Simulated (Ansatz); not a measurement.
Ir2O3: pressure and energy above lowest point against volume per atom

Results calculated with Ansatz 0.2.0 development build, not measured. Equation of state of a cubic crystal from periodic Kohn-Sham density functional theory without spin; pressure corrected for the finite basis.

Cell of the first row (space group Pn-3m, No. 224):
```
CELL_PARAMETERS angstrom
4.70890 0.00000 0.00000
0.00000 4.70890 0.00000
0.00000 0.00000 4.70890
ATOMIC_POSITIONS crystal
Ir 0.25000 0.25000 0.25000
Ir 0.75000 0.75000 0.25000
Ir 0.75000 0.25000 0.75000
Ir 0.25000 0.75000 0.75000
O 0.50000 0.00000 0.00000
O 0.00000 0.50000 0.00000
O 0.00000 0.00000 0.50000
O 0.50000 0.50000 0.00000
O 0.50000 0.00000 0.50000
O 0.00000 0.50000 0.50000
```

Settings of every row: formula Ir2O3; structure type cubic X2O3; functional PBE; spin treatment none; k mesh 23x23x23; occupation method fermi-dirac; occupation width 0.061225619 eV; wave cutoff 420 eV; datasets soft-1 PAW; density cutoff ratio 4.

Limits: a cubic model structure, not a phase known at ambient conditions; no spin-orbit coupling, which can matter with elements this heavy.

| row | volume per atom (Å³) | pressure (GPa) | energy above lowest point (meV/atom) |
| --- | --- | --- | --- |
| 1 | 10.441 | 18.041 | 34.66 |
| 2 | 10.664 | 11.195 | 14.49 |
| 3 | 10.886 | 5.111 | 3.26 |
| 4 | 11.108 | -0.293 | 0 |
| 5 | 11.33 | -5.088 | 3.8 |
| 6 | 11.552 | ? | ? |
| 7 | 11.774 | -13.104 | 29.47 |

Question: what pressure and energy above lowest point should row 6 give?

Worked fit of pressure. Take u = (V_r/V)^(2/3) − 1 with V_r = 10.997 Å³ an atom, which is twice the finite (Eulerian) strain; such expansions in the strain, on which the Birch-Murnaghan equation of state is built, carry the rest volume and the bulk modulus. The shown rows have u = 0.03519, 0.02071, 0.00679, -0.00667, -0.01969, -0.04449. Least squares give pressure = 2.3312 + 401.432 × u + 1255.8 × u² + 688 × u³ GPa; a parabola predicts inner rows, each left out in turn, worse (root mean square 0.015 against 0.0089 GPa). The rows lie off it by -0.002, 0.005, -0.004, -0.002, 0.003, -0.001 (root mean square 0.0031 GPa). The pressure vanishes at u = -0.0059, or V = 11.1 Å³ an atom, and there the bulk modulus at fixed shape and fractions is B = −V dP/dV = (2/3)(1 + u) dP/du = 256 GPa. The withheld row has u = -0.03229, so the fit gives 2.3312 + 401.432 × (-0.03229) + 1255.8 × (-0.03229)² + 688 × (-0.03229)³ = -9.345 GPa.

The calculation gave -9.339 GPa. The fit lies 0.006 GPa (0.019 % of the column's range) below it; its largest miss of a shown row is 0.005 GPa.

Worked fit of energy above lowest point. Take u = (V_r/V)^(2/3) − 1 with V_r = 10.997 Å³ an atom, which is twice the finite (Eulerian) strain; such expansions in the strain, on which the Birch-Murnaghan equation of state is built, carry the rest volume and the bulk modulus. The shown rows have u = 0.03519, 0.02071, 0.00679, -0.00667, -0.01969, -0.04449. Least squares give energy above lowest point = 0.709 + 240.23 × u + 20302.1 × u² + 8340 × u³ meV/atom; a parabola predicts inner rows, each left out in turn, worse (root mean square 0.17 against 0.038 meV/atom). The rows lie off it by -0.01, 0.02, -0.02, -0.01, 0.01, 0.00. Its lowest point lies at u = -0.0059, or V = 11.1 Å³ an atom, and the curvature there gives the bulk modulus at fixed shape and fractions, B = (4/9)(1 + u)² E″(u)/V = 256 GPa. The withheld row has u = -0.03229, so the fit gives 0.709 + 240.23 × (-0.03229) + 20302.1 × (-0.03229)² + 8340 × (-0.03229)³ = 13.84 meV/atom.

The calculation gave 13.86 meV/atom. The fit lies 0.02 meV/atom (0.058 % of the column's range) below it; its largest miss of a shown row is 0.02 meV/atom.
